Q: I have a titanium crystal squeezed from every side, and I want to know how it gives way. Here are the results.

Omega titanium (P6/mmm, 3 atoms per cell, a = 4.515 Å, c = 2.799 Å at zero pressure), relaxed at each hydrostatic pressure at zero temperature with its symmetry kept; changes are relative to the zero-pressure cell. Ansatz 0.2.0, PBEsol, scalar-relativistic plane-wave PAW, no spin polarisation, 420 eV cutoff, 0.1 eV Gaussian smearing, 12×12×14 k mesh at zero pressure.

```csv
pressure (GPa),volume change (%),enthalpy change (eV/atom),a change (%),c change (%)
-2,1.73,-0.207,0.58,0.55
0,0.00,0.000,0.00,0.00
2,-1.62,0.204,-0.58,-0.47
5,-3.83,0.504,-1.36,-1.16
10,-7.08,0.990,-2.53,-2.19
20,-12.43,1.916,-4.53,-3.93
40,-20.29,3.631,-7.59,-6.65
```

Q: At 40 GPa the edge $a$ is 7.59 % shorter and $c$ is 6.65 % shorter. The cell has two edges of length $a$, so I add up 21.8 %. Why does the table give a volume loss of only 20.3 %?

A: Because volume is a product of edges. The second edge takes its percentage from a volume that the first has already reduced, and the third from a smaller one still. Multiplying $0.9241 \times 0.9241 \times 0.9335$ leaves 0.797 of the original volume, which is the table's value. At 2 GPa the difference hardly shows.

Q: The first 2 GPa remove 0.81 % of the volume per GPa, but the last 20 GPa only 0.39 %. Does the metal run out of room?

A: It gets stiffer. Stiffness here is the pressure needed for a given relative change of the volume that is still there, $B = -\Delta P/\Delta \ln V$, with $P$ the pressure and $V$ the volume. Taken between neighbouring rows, it rises at every step, from about 120 GPa at the start to about 210 GPa at the end. The rest of the slowdown is arithmetic: the table counts percentages of the original volume, and less of it remains to be squeezed.

These runs don't take the pressure apart, so the cause comes from the standard picture of metals, with titanium's bonding carried largely by its d electrons. At zero pressure the pull of the bonding electrons balances two pushes: the energy of motion of electrons confined to a small space, and the repulsion where they run into the inner shells of the atoms. On compression the pushes grow faster than the pull, and their lead widens ever more quickly, so each further reduction costs more than the last. In potassium, with a single bonding electron spread over a much larger volume, pull and pushes are both weaker, so the same pressure takes away far more of its volume.

Q: Could I still use the initial rate for a quick estimate?

A: For a few GPa, yes. Carried on to 40 GPa it gives $0.81 \times 40 \approx 32$ %, against 20 % in the table. The straight line ignores the stiffening, and also that less and less volume remains to be squeezed, so it makes the crystal look much too compliant.

Q: The enthalpy rises by 3.6 eV per atom. Is that much energy stored in the squeezed metal?

A: Only about a tenth of it. Enthalpy is $H = U + PV$, where $U$ is the internal energy, and at 40 GPa $U$ has risen by 0.35 eV per atom. That is the work done on the crystal. The pressure acted only through the fifth of the volume that disappeared, and on average at less than half its final value. The term $PV$ multiplies the full final pressure by the four fifths that remain, so it is far larger.

This also explains the slope. For a crystal in balance with the pressure, the work gained in $U$ on compression cancels the part of $PV$ lost through the shrinking volume, and what remains is $dH/dP = V$. Between 20 and 40 GPa the enthalpy slope corresponds to 13.7 Å$^3$ per atom, between the volumes at the two ends, 14.4 and 13.1 Å$^3$. That is thermodynamics, so the agreement shows that the columns are consistent and doesn't test the functional.

Q: Then does the rising enthalpy mean that this phase becomes unstable?

A: No. Any other phase of titanium has a large $PV$ term too, and only the difference between two phases at the same pressure decides. Since the slope is the volume, pressure favours the denser one. A single series held to its symmetry can't show where another phase takes over, nor whether the omega cell would itself distort if the symmetry were released. The data do come with a warning that a phase can end up lower in energy than the reference phase in the functional used. It stems from the data makers' tests on other systems. These runs hold no energy for another phase of titanium, so they can't say whether PBEsol puts omega below the hexagonal close-packed phase that titanium has at ambient conditions. Even if it did, the functional alone couldn't be blamed, because the energies leave out atomic vibrations.

Q: Above zero pressure, $c$ always shrinks less than $a$. Are the shortest bonds along $c$?

A: That is the natural guess, but the geometry doesn't bear it out. The shortest contact lies in the plane, between atoms of the honeycomb layers, at $a/\sqrt{3} = 2.61$ Å. The contact along $c$ is as long as that edge, 2.80 Å. So the direction with the shortest bonds is the one that gives way slightly more. Only the third atom, which sits between the honeycomb layers, has its nearest neighbours along $c$, and it also has twelve slanted contacts at 2.96 Å that resist in both directions.

What the numbers do show is how small the difference is: $c$ shrinks by nearly nine tenths as much as $a$. Graphite, with strong bonds in its layers and weak forces between them, collapses mainly across the layers. Omega titanium has metallic bonds in all directions, also between its layers, so it has no such weak direction. Why the small remaining difference favours $c$ can't be read from bond lengths.

Q: One thing looks odd. Going from zero to $-2$ or to 2 GPa, $a$ changes by 0.58 % both ways, but $c$ grows by 0.55 % and shrinks by only 0.47 %. Is something happening to $c$ near zero pressure?

A: Suspect the reference first. The cell at zero pressure was left with a small uneven stress: squeezed along $c$ and stretched in the plane, with a difference of 0.073 GPa. Divide that by the stiffness near zero pressure, 120 GPa, and you get a distortion of about 0.06 %. Stiffening alone makes both edges grow a little more than they shrink. A reference too short along $c$ adds to that, and one too long along $a$ takes from it, which fits $a$ showing no lopsidedness at all. What counts is the difference between the two edges, $(0.55 - 0.47)/2 = 0.04$ %, and it has the expected sign. This is an order of magnitude only, because $B$ measures resistance to a change of volume, whereas this uneven stress mainly changes the shape.

The better test avoids the reference altogether. Compare the cells at $-2$ and 2 GPa directly, and the relative change of $c$ is 0.88 of that of $a$. The steps above 2 GPa give 0.87 to 0.88, a scatter not worth interpreting, since the 20 GPa run used a 12×12×16 k mesh and kept an uneven stress of its own. The oddity disappears, and one steady ratio describes the whole range. The step values are in the printed output below.

Q: Which digits may I take into a design calculation?

A: Fewer than the table prints: for real titanium, count on the relative changes only to within a tenth or a fifth of their size. Rounding and small misses of the target pressure affect the stiffness by a percent or so. PBEsol, however, run here on PAW datasets made for PBE, is expected to make titanium too dense by a few percent, and at 0.8 % per GPa that would be like an unwanted pressure of several GPa. A crystal that is too dense is probably also too stiff. In the table the stiffness climbs from 116.6 to 132 GPa within the first few steps, so an offset of several GPa is expected to make the percentages too small by a tenth or more. PBE usually gives larger and softer crystals, but it wasn't run here.

So start from a measured volume of the omega phase, apply the table's percentages to it, and leave a margin for the error in stiffness. If your titanium is the ordinary hexagonal close-packed phase, it needs a pressure series of its own. When a change near zero pressure looks irregular, compare the rows on either side of zero before looking for a cause in the bonds.

Numerical output:

```
State at each pressure:
  row  volume A^3/atom  PV eV/atom  internal energy change eV/atom     c/a
   -2            16.75     -0.2092                        0.002152  0.6197
    0            16.47           0                               0  0.6199
    2             16.2      0.2023                        0.001735  0.6206
    5            15.84      0.4943                        0.009697  0.6212
   10             15.3      0.9552                          0.0348  0.6221
   20            14.42         1.8                          0.1156  0.6238
   40            13.13       3.278                          0.3534  0.6262
Step ending at this pressure:
  row  volume loss % per GPa  stiffness GPa  enthalpy slope A^3/atom  c strain over a strain
    0                  0.865          116.6                    16.58                  0.9484
    2                   0.81          122.5                    16.34                  0.8099
    5                 0.7367            132                    16.02                  0.8832
   10                   0.65          145.4                    15.57                  0.8779
   20                  0.535          168.6                    14.84                  0.8658
   40                  0.393          212.7                    13.74                  0.8816
Twice the a change plus the c change at 40 GPa, %: -21.83
Volume change from the product of the edges at 40 GPa, %: -20.28
Volume loss per GPa, first 2 GPa over last 20 GPa, ratio: 2.061
Stiffness, last step over the step from 0 to 2 GPa, ratio: 1.737
Share of PV in the enthalpy change at 40 GPa, %: 90.27
Shortest contact in the plane at 0 GPa, A: 2.607
Shortest contact in the plane at 40 GPa, A: 2.409
Contact along c at 40 GPa, A: 2.613
c strain over a strain, straight from -2 to 2 GPa: 0.879
Stiffness straight from -2 to 2 GPa, GPa: 119.5
Leftover stress difference between c and plane at 0 GPa, GPa: 0.07276
Its rough strain, stress over stiffness, %: 0.0609
Pressure missed at the 20 GPa target, GPa: 0.02981
```
